## Appendix. Landau levels of the two-band model at an L valley

### A.1 Premises and conventions

We consider one of the four L valleys of a rock-salt lead–tin salt such as Pb$_{1-x}$Sn$_x$Se. SI units are used, the electron charge is $-e$, $m_0$ is the free-electron mass and $\mu_B=e\hbar/2m_0$. The field is $\mathbf B=B\mathbf b$ with $|\mathbf b|=1$ and $B>0$. The premises are:

1. The alloy is a virtual crystal with inversion $I$ and, at $B=0$, time reversal $T$. The point L is mapped onto itself by both, because $-\mathbf k_L$ and $\mathbf k_L$ differ by a reciprocal-lattice vector.
2. The band edges are two Kramers doublets of opposite parity, called $c$ ($L_6^-$, energy $+\Delta$) and $v$ ($L_6^+$, energy $-\Delta$). The half-gap $\Delta=E_g/2$ is signed: positive in the normal order of PbSe, negative in the inverted order. The labels $c,v$ denote symmetry, not position in energy.
3. The field enters the envelope equation by the replacement $\hbar\mathbf k\to\boldsymbol\pi=-i\hbar\nabla+e\mathbf A$, with $\mathbf k$ measured from L. Then
$$[\pi_j,\pi_k]=-i\hbar e(\partial_jA_k-\partial_kA_j)=-i\hbar e\,\epsilon_{jkl}B_l .\tag{A1}$$
4. Two-band approximation: only the $\mathbf k\cdot\mathbf p$ coupling between the four edge states is kept. Coupling to other bands, the term $\pi^2/2m_0$ and the bare Zeeman term are dropped until A.6.

The Hamiltonian is then $H_{ab}=E_a\delta_{ab}+\langle a|\mathbf v|b\rangle\cdot\boldsymbol\pi$, where $\mathbf v=\mathbf p/m_0+\hbar\,\boldsymbol\sigma_{\rm el}\times\nabla V/4m_0^2c^2$ is the velocity operator with spin–orbit coupling and $\boldsymbol\sigma_{\rm el}$ is the true spin. $H$ is linear in $\boldsymbol\pi$, so no question of operator ordering arises.

### A.2 Reduction to Dirac form

The velocity is odd under $I$, so it has no matrix elements inside a doublet. It is also odd under $T$, so it commutes with the antiunitary operator $\Theta=IT$, for which $\Theta^2=-1$ and $\langle\Theta\phi|\Theta\psi\rangle=\langle\phi|\psi\rangle^*$. Choose $|c_2\rangle=\Theta|c_1\rangle$ and $|v_2\rangle=\Theta|v_1\rangle$, so that $|v_1\rangle=-\Theta|v_2\rangle$. With $\mathbf t=\langle c_1|\mathbf v|v_1\rangle$ and $\mathbf u=\langle c_1|\mathbf v|v_2\rangle$,
$$\langle c_2|\mathbf v|v_2\rangle=\langle\Theta c_1|\Theta\mathbf v v_1\rangle=\mathbf t^*,\qquad \langle c_2|\mathbf v|v_1\rangle=-\langle\Theta c_1|\Theta\mathbf v v_2\rangle=-\mathbf u^* .$$
Writing $\mathbf t\cdot\boldsymbol\pi=q_0+iq_3$ and $\mathbf u\cdot\boldsymbol\pi=q_2+iq_1$, with each $q_\mu$ a real linear form in $\boldsymbol\pi$, the interband block is
$$Q=\begin{pmatrix}\mathbf t&\mathbf u\\-\mathbf u^*&\mathbf t^*\end{pmatrix}\!\cdot\boldsymbol\pi=q_0+i\,\mathbf q\cdot\boldsymbol\sigma ,\tag{A2}$$
where $\boldsymbol\sigma$ are Pauli matrices in the doublet index (a pseudospin).

The scalar part $q_0$ can always be removed. The map $\boldsymbol\pi\mapsto(q_0,\mathbf q)$ sends three dimensions into four, so some unit vector $(n_0,\mathbf n)$ is orthogonal to its range. The matrix $N=n_0+i\,\mathbf n\cdot\boldsymbol\sigma$ is in SU(2). Changing the $v$ basis by $N^\dagger$ turns $Q$ into $QN^\dagger$, which again has the form (A2), with scalar part $\tfrac12{\rm Tr}\,QN^\dagger=q_0n_0+\mathbf q\cdot\mathbf n=0$. Hence $Q=i\boldsymbol\sigma\cdot W\boldsymbol\pi$ with a real $3\times3$ velocity matrix $W$. Multiplying the $v$ states by $-i$ removes the factor $i$:
$$H=\begin{pmatrix}\Delta&\boldsymbol\sigma\cdot\mathbf P\\ \boldsymbol\sigma\cdot\mathbf P&-\Delta\end{pmatrix},\qquad \mathbf P=W\boldsymbol\pi .\tag{A3}$$
This is the Dirac Hamiltonian with $mc^2\to\Delta$ and $c\,\mathbf p\to\mathbf P$. We assume $\det W\neq0$. A polar decomposition gives $W=OS$ with $O$ orthogonal and $S$ symmetric positive. A sign change of the $v$ states makes $\det O=+1$, and one SU(2) rotation applied to both doublets then removes $O$. We fix the basis so that $W=S$ and $\det W>0$.

At $B=0$ the components of $\mathbf P$ commute, $(\boldsymbol\sigma\cdot\mathbf P)^2=P^2$, and $E^2=\Delta^2+\boldsymbol\pi\cdot W^{T}W\boldsymbol\pi$. Expanding, $|E|\simeq|\Delta|+\tfrac12\boldsymbol\pi\cdot M^{-1}\boldsymbol\pi$ with the band-edge mass tensor
$$M^{-1}=W^{T}W/|\Delta|=2W^{T}W/|E_g| ,\tag{A4}$$
the same for electrons and holes. As $E_g\to0$, $M$ vanishes while $|E_g|M^{-1}=2W^{T}W$ stays finite.

### A.3 The scaled field

From (A1), $[P_a,P_b]=W_{aj}W_{bk}[\pi_j,\pi_k]=-i\hbar e\,W_{aj}W_{bk}\epsilon_{jkl}B_l$. The identity $W_{aj}W_{bk}W_{cl}\epsilon_{jkl}=\epsilon_{abc}\det W$, multiplied by $W^{-1}$ on the third index, gives $W_{aj}W_{bk}\epsilon_{jkl}=\det W\,\epsilon_{abc}(W^{-1})_{lc}$. Therefore
$$[P_a,P_b]=-i\hbar e\,\epsilon_{abc}\tilde B_c,\qquad \tilde{\mathbf B}=\det W\,(W^{-1})^{T}\mathbf B .\tag{A5}$$
The algebra of $\mathbf P$ is that of an isotropic particle in the field $\tilde{\mathbf B}$, which has the dimension of field times velocity squared. All anisotropy now resides in the length of $\tilde{\mathbf B}$ and in the relation of $\mathbf P$ to $\boldsymbol\pi$.

*Length.* By (A4), $(\det W)^2=|\Delta|^3/\det M$ and $(W^{T}W)^{-1}=M/|\Delta|$. Then
$$\tilde B^2=(\det W)^2B^2\,\mathbf b\cdot(W^{T}W)^{-1}\mathbf b=\Delta^2B^2\,\frac{\mathbf b\cdot M\mathbf b}{\det M}.$$
Define
$$m_z=\mathbf b\cdot M\mathbf b,\qquad m_c=\sqrt{\det M/m_z},\qquad \omega_c=eB/m_c,\qquad \lambda\equiv\hbar e\tilde B=|\Delta|\hbar\omega_c .\tag{A6}$$

*Longitudinal component.* Take axis 3 of $\mathbf P$ space along $\tilde{\mathbf B}$ and quantise $\boldsymbol\sigma$ along it. Then
$$P_3=\frac{\tilde{\mathbf B}\cdot W\boldsymbol\pi}{\tilde B}=\frac{\det W\,B}{\tilde B}\,\mathbf b\cdot\boldsymbol\pi .$$
By (A1), $\mathbf b\cdot\boldsymbol\pi$ commutes with every $\pi_j$; its eigenvalue $\hbar k_z$ is the momentum along the real field. Inserting $\tilde B$,
$$P_3^2=\frac{|\Delta|\hbar^2k_z^2}{m_z}=|E_g|\frac{\hbar^2k_z^2}{2m_z}.\tag{A7}$$
The longitudinal mass is $\mathbf b\cdot M\mathbf b$ and not $(\mathbf b\cdot M^{-1}\mathbf b)^{-1}$, because the orbit at fixed $k_z$ is centred on the minimum of $\boldsymbol\pi\cdot M^{-1}\boldsymbol\pi$ in the plane $\mathbf b\cdot\boldsymbol\pi=\hbar k_z$, which lies at $\boldsymbol\pi=\hbar k_zM\mathbf b/m_z$, off the field axis.

### A.4 Spectrum

Since $[P_1,P_2]=-i\lambda$, the operator $a=(P_1-iP_2)/\sqrt{2\lambda}$ obeys $[a,a^\dagger]=1$, and
$$\boldsymbol\sigma\cdot\mathbf P=\begin{pmatrix}P_3&\sqrt{2\lambda}\,a\\ \sqrt{2\lambda}\,a^\dagger&-P_3\end{pmatrix},\qquad(\boldsymbol\sigma\cdot\mathbf P)^2=P_3^2+2\lambda\left(a^\dagger a+\tfrac12+\tfrac12\sigma_3\right).\tag{A8}$$
The second form follows from $aa^\dagger=a^\dagger a+1$; the off-diagonal terms cancel because $P_3$ commutes with $a$. Let $|n,s\rangle$ have $a^\dagger a=n$ and $\sigma_3/2=s=\pm\tfrac12$, written $\uparrow,\downarrow$. Because $a|j\rangle=\sqrt j\,|j-1\rangle$, the operator $\boldsymbol\sigma\cdot\mathbf P$ connects only $|j-1,\uparrow\rangle$ and $|j,\downarrow\rangle$. The integer $j=n+\tfrac12+s$ is therefore conserved and $H$ splits into sectors.

For $j\ge1$ the sector is four-dimensional:
$$H_j=\begin{pmatrix}\Delta&D_j\\D_j&-\Delta\end{pmatrix},\qquad D_j=\begin{pmatrix}P_3&\sqrt{2\lambda j}\\ \sqrt{2\lambda j}&-P_3\end{pmatrix}.$$
Here $D_j^2=P_3^2+2\lambda j$, so $H_j^2=\Delta^2+P_3^2+2\lambda j\equiv\varepsilon_j^2$ times the unit matrix. As ${\rm Tr}\,H_j=0$, the eigenvalues $+\varepsilon_j$ and $-\varepsilon_j$ occur twice each. For $j=0$ only $|0,\downarrow\rangle$ exists, $D_0=-P_3$, and $\pm\varepsilon_0$ occur once each. With (A6) and (A7),
$$E_{j,\pm}(k_z)=\pm\sqrt{\left(\frac{E_g}{2}\right)^2+|E_g|\left(j\hbar\omega_c+\frac{\hbar^2k_z^2}{2m_z}\right)},\qquad j=n+\tfrac12+s .\tag{A9}$$
Each state carries the orbit-centre degeneracy $eB/h$ per unit area normal to $\mathbf B$, since the centre coordinates commute with $\boldsymbol\pi$ and do not involve $W$. Equation (A9) is exact for (A3). It is the level scheme associated with the work on bismuth of Cohen and Blount (1960) and Wolff (1964).

### A.5 Consequences

**Spin splitting equals cyclotron splitting.** Raising $s$ from $-\tfrac12$ to $+\tfrac12$ and raising $n$ by one both raise $j$ by one, so $E(n,\uparrow)=E(n+1,\downarrow)$ at every $B$, $k_z$ and $\mathbf b$. The origin is seen by eliminating the lower components of (A3). For the upper spinor $\phi$,
$$(E-\Delta)\phi=\frac{(\boldsymbol\sigma\cdot\mathbf P)^2}{E+\Delta}\phi=\frac{P^2+\hbar e\,\boldsymbol\sigma\cdot\tilde{\mathbf B}}{E+\Delta}\phi .\tag{A10}$$
The kinetic and the Zeeman term come from one square and share one energy denominator, so non-parabolicity rescales both alike.

**The $g$ factor.** For $\Delta>0$ and $E\to\Delta$, the Zeeman term of (A10) is $\hbar e\,\boldsymbol\sigma\cdot\tilde{\mathbf B}/2\Delta$, with splitting $\lambda/\Delta=\hbar eB/m_c$. Equating this to $|g|\mu_BB$ gives
$$|g(\mathbf b)|=2m_0/m_c(\mathbf b)\tag{A11}$$
for any field direction. Eliminating the upper components instead gives the same magnitude at the other edge and for $\Delta<0$. Equation (A11) is the band-edge value, valid for $\hbar\omega_c\ll|\Delta|/2$; at higher field the splitting $\varepsilon_{j+1}-\varepsilon_j$ grows more slowly than $B$. The model fixes only $|g|$, since the relation of $\boldsymbol\sigma$ to $\boldsymbol\sigma_{\rm el}$ depends on the Bloch functions.

**Spheroidal valley.** The threefold axis of the group $D_{3d}$ of L makes $W^{T}W$ uniaxial, so $W={\rm diag}(v_\perp,v_\perp,v_\parallel)$, $m_t=|\Delta|/v_\perp^2$ and $m_l=|\Delta|/v_\parallel^2$. For a field at angle $\theta$ to the valley axis,
$$m_z=m_t\sin^2\theta+m_l\cos^2\theta,\qquad \frac1{m_c^2}=\frac{\cos^2\theta}{m_t^2}+\frac{\sin^2\theta}{m_tm_l},\tag{A12}$$
so $|g_\parallel|=2m_0/m_t$ and $|g_\perp|=2m_0/\sqrt{m_tm_l}$.

**The $j=0$ levels.** They contain no $\omega_c$ and are independent of $B$ at given $k_z$ and $\mathbf b$: the zero-point energy is cancelled by the Zeeman energy. At $k_z=0$ they are the pure states $|c,0,\downarrow\rangle$ at $+\Delta$ and $|v,0,\downarrow\rangle$ at $-\Delta$.

**Zero gap.** Equation (A9) reads $E^2=\Delta^2+2\lambda j+P_3^2$, and $\lambda$ and $P_3$ depend on $W$ alone. At $\Delta=0$, $k_z=0$ the levels are $\pm\sqrt{2\hbar e\tilde Bj}$; $m_c$ vanishes and $g$ loses its meaning, while the degeneracy in $j$ persists. The spectrum is even in $\Delta$, so the two-band levels cannot tell normal from inverted order.

### A.6 Far bands

Second-order elimination of the other bands, together with $\pi^2/2m_0$ and the bare Zeeman term, adds terms $\pi_j\pi_k$. Parity confines them to the diagonal blocks. The part symmetric in $j,k$ survives at $B=0$, where it must commute with $\Theta$ and is thus a multiple of the unit matrix: a far-band mass tensor. The antisymmetric part is linear in $\mathbf B$ by (A1) and odd under $T$: a far-band $g$ tensor. These are the terms of the Mitchell–Wallis Hamiltonian (1966) for the lead salts; the corresponding corrections in bismuth were treated by Baraff (1965).

Take $\mathbf B$ along the valley axis and $k_z=0$. Covariance of (A3) forces the threefold rotation to act on $\boldsymbol\sigma$ in both doublets as on a spin, so the Zeeman term is proportional to $\sigma_3$, the added terms are diagonal in $|n,s\rangle$, and $j$ stays conserved. With transverse far-band masses $\tilde m_{c,v}$, $\tilde\omega_{c,v}=eB/\tilde m_{c,v}$, the diagonal elements are defined as
$$c:\ \Delta+\hbar\tilde\omega_c(n+\tfrac12)+s\tilde g_c\mu_BB,\qquad v:\ -\Delta-\hbar\tilde\omega_v(n+\tfrac12)-s\tilde g_v\mu_BB .$$
Set $\eta_{c,v}=\tfrac12(\hbar\tilde\omega_{c,v}-\tilde g_{c,v}\mu_BB)$. Substituting $n=j-\tfrac12-s$, the elements become $\Delta+j\hbar\tilde\omega_c-2s\eta_c$ and $-\Delta-j\hbar\tilde\omega_v+2s\eta_v$. At $P_3=0$ the matrix $D_j$ is off-diagonal, so $|c,j-1,\uparrow\rangle$ couples only to $|v,j,\downarrow\rangle$ (pair $\kappa=-1$) and $|c,j,\downarrow\rangle$ only to $|v,j-1,\uparrow\rangle$ (pair $\kappa=+1$). Each $2\times2$ block has diagonal elements
$$A=\Delta+j\hbar\tilde\omega_c+\kappa\eta_c,\qquad C=-\Delta-j\hbar\tilde\omega_v+\kappa\eta_v,$$
off-diagonal element $\sqrt{2\lambda j}$, and eigenvalues
$$E=\tfrac12(A+C)\pm\sqrt{\tfrac14(A-C)^2+2\lambda j}.\tag{A13}$$
Three results follow.

(i) To first order in the far-band terms the upper level $j$ splits by
$$E_{\kappa=+1}-E_{\kappa=-1}=\eta_c+\eta_v+(\eta_c-\eta_v)\Delta/\varepsilon_j .\tag{A14}$$
The degeneracy survives at all fields only if $\eta_c=\eta_v=0$, that is $\tilde g=2m_0/\tilde m$ in each band, which no symmetry enforces.

(ii) To first order in $B$ the ratio $r$ of spin to cyclotron splitting in the upper band is
$$r_{\Delta>0}=\frac{\hbar\omega_c+\tilde g_c\mu_BB}{\hbar\omega_c+\hbar\tilde\omega_c},\qquad r_{\Delta<0}=\frac{\hbar\omega_c-\tilde g_v\mu_BB}{\hbar\omega_c-\hbar\tilde\omega_v},\tag{A15}$$
because for $\Delta<0$ the upper band is the $v$ doublet, whose far-band terms have the opposite sign. Since $\omega_c\propto1/|\Delta|$, $r-1$ vanishes linearly at the inversion, and for $\eta_c,\eta_v>0$ it passes from negative to positive there.

(iii) The $j=0$ levels are $\Delta+\eta_c$ and $-\Delta-\eta_v$, linear in $B$. For $\Delta<0$ and $\eta_c+\eta_v>0$ they approach and cross at the field $B_\times$ where $\eta_c+\eta_v=|E_g|$. The crossing at $k_z=0$ is allowed because the two states have opposite parity under inversion about the orbit centre.

### A.7 Range of validity

- Premise 3 needs the magnetic length $\ell=\sqrt{\hbar/eB}$ to be much larger than the lattice constant.
- At low field (A11) holds up to relative corrections of order $m_c/\tilde m$, by (A15). For $\hbar\omega_c\gg|\Delta|$ the relevant measure is the splitting (A14) over the first level spacing $\sqrt{2\lambda}$. For equal $\tilde m$ and $\tilde g=0$ it is $\hbar/(\sqrt2\,\tilde mv_\perp\ell)\propto\sqrt B$, which does not vanish at zero gap.
- For $j=0$ the far-band terms are the whole field dependence and are never negligible as a source of it.
- Equation (A13) needs $|E|\ll E_{\rm far}$, the distance to the nearest other L levels; the far-band parameters acquire an energy dependence of relative size $|E|/E_{\rm far}$. For an oblique field the far-band terms in general mix different $j$ and (A13) does not apply.
- Inversion and two doublets of opposite parity are essential. A fourfold edge such as $\Gamma_8$ in InSb lies outside the derivation.
- Alloy disorder, electron–electron interaction, confinement and surface states are neglected. Uniform strain that keeps inversion changes $\Delta$ and $W$ valley by valley and leaves (A9) valid in each.

### A.8 Illustration: Pb$_{1-x}$Sn$_x$Se with $|E_g|=30$ meV

At low temperature the gap of the alloy closes at approximately $x=0.16$, and $E_g=\pm30$ meV corresponds to compositions a few per cent to either side. As typical inputs we take $v_\perp=4.8\times10^5$ m/s, $v_\parallel=4.0\times10^5$ m/s, $\tilde m_c=\tilde m_v=0.25\,m_0$, $E_{\rm far}\approx1.5$ eV and a lattice constant of about 0.61 nm; $\tilde g_c=\tilde g_v=0$ is an assumption. All numbers below are those of the model.

With $|\Delta|=15$ meV, $m_t=0.0115\,m_0$, $m_l=0.0165\,m_0$ and $m_l/m_t=1.44$. For $\mathbf B\parallel[111]$ one valley has $\theta=0$ and three have $|\cos\theta|=1/3$ ($70.5^\circ$). At $B=5$ T, where $\ell=11.5$ nm, and $k_z=0$, (A9), (A11) and (A12) give:

| valley | $m_c/m_0$ | $m_z/m_0$ | $\lvert g\rvert$ | $\hbar\omega_c$ (meV) | $\varepsilon_1$ (meV) | $\varepsilon_2$ (meV) |
|---|---|---|---|---|---|---|
| $\theta=0$ | 0.0115 | 0.0165 | 175 | 50.6 | 41.7 | 57.1 |
| oblique | 0.0134 | 0.0120 | 149 | 43.1 | 39.0 | 53.0 |

The lowest level stays at 15 meV in both. In the $\theta=0$ valley $\hbar\omega_c$ reaches $|\Delta|/2$ already at 0.74 T, so 5 T is far beyond the linear regime: the lowest spin splitting is 26.7 meV, an apparent $g$ of 92, and the lowest cyclotron splitting has the same value.

The far-band terms at 5 T are $\hbar\tilde\omega=2.32$ meVand $\eta=1.16$ meV. The term $\pi^2/2m_0$ raises both doublets by $(\hbar eB/m_0)(n+\tfrac12)$, with $\hbar eB/m_0=0.58$ meV. With the signs defined in A.6 it adds this amount to $\hbar\tilde\omega_c$ and subtracts it from $\hbar\tilde\omega_v$, so the other bands supply 1.74 meV for $c$ and 2.89 meV for $v$. For equal parameters (A13) reduces to $E=\kappa\eta+\sqrt{(\Delta+j\hbar\tilde\omega)^2+2\lambda j}$ for the upper branch. In the $\theta=0$ valley:

| $E_g$ (meV) | $j=0$ | $j=1$, $\kappa=-1$ | $j=1$, $\kappa=+1$ | $r$ at 5 T | $r$, $B\to0$ |
|---|---|---|---|---|---|
| $+30$ | 16.2 | 41.5 | 43.8 | 0.92 | 0.956 |
| $-30$ | 13.8 | 39.8 | 42.1 | 1.09 | 1.048 |

Energies are in meV, and $r$ is the splitting $(0,\downarrow)\to(0,\uparrow)$ over $(0,\downarrow)\to(1,\downarrow)$. The spin-flipped state is the $\kappa=-1$ member in normal order and the $\kappa=+1$ member in inverted order. The doublet splitting $2\eta$ is 0.09 of the two-band spacing, and the corresponding ratio at zero gap is 0.06. The neglected energy dependence of the far-band terms is $\varepsilon_1/E_{\rm far}=0.03$, about 0.07 meV in the splitting.

In inverted order the $j=0$ levels cross at $B_\times=|E_g|\tilde m/\hbar e=65$ T, where $\ell=3.2$ nm and $\sqrt{2\lambda}=140$ meV, or 0.09 of $E_{\rm far}$. This field is sensitive to the assumed $\tilde g$, because $\tilde g\mu_BB$ rivals $\hbar\tilde\omega$: the natural scale is $2m_0/\tilde m=8$, and $\tilde g_c=\tilde g_v=-4$ or $+4$ moves $B_\times$ to 43 T or 130 T. The same choices multiply $\eta$, and the low-field $r-1$, by $3/2$ or $1/2$.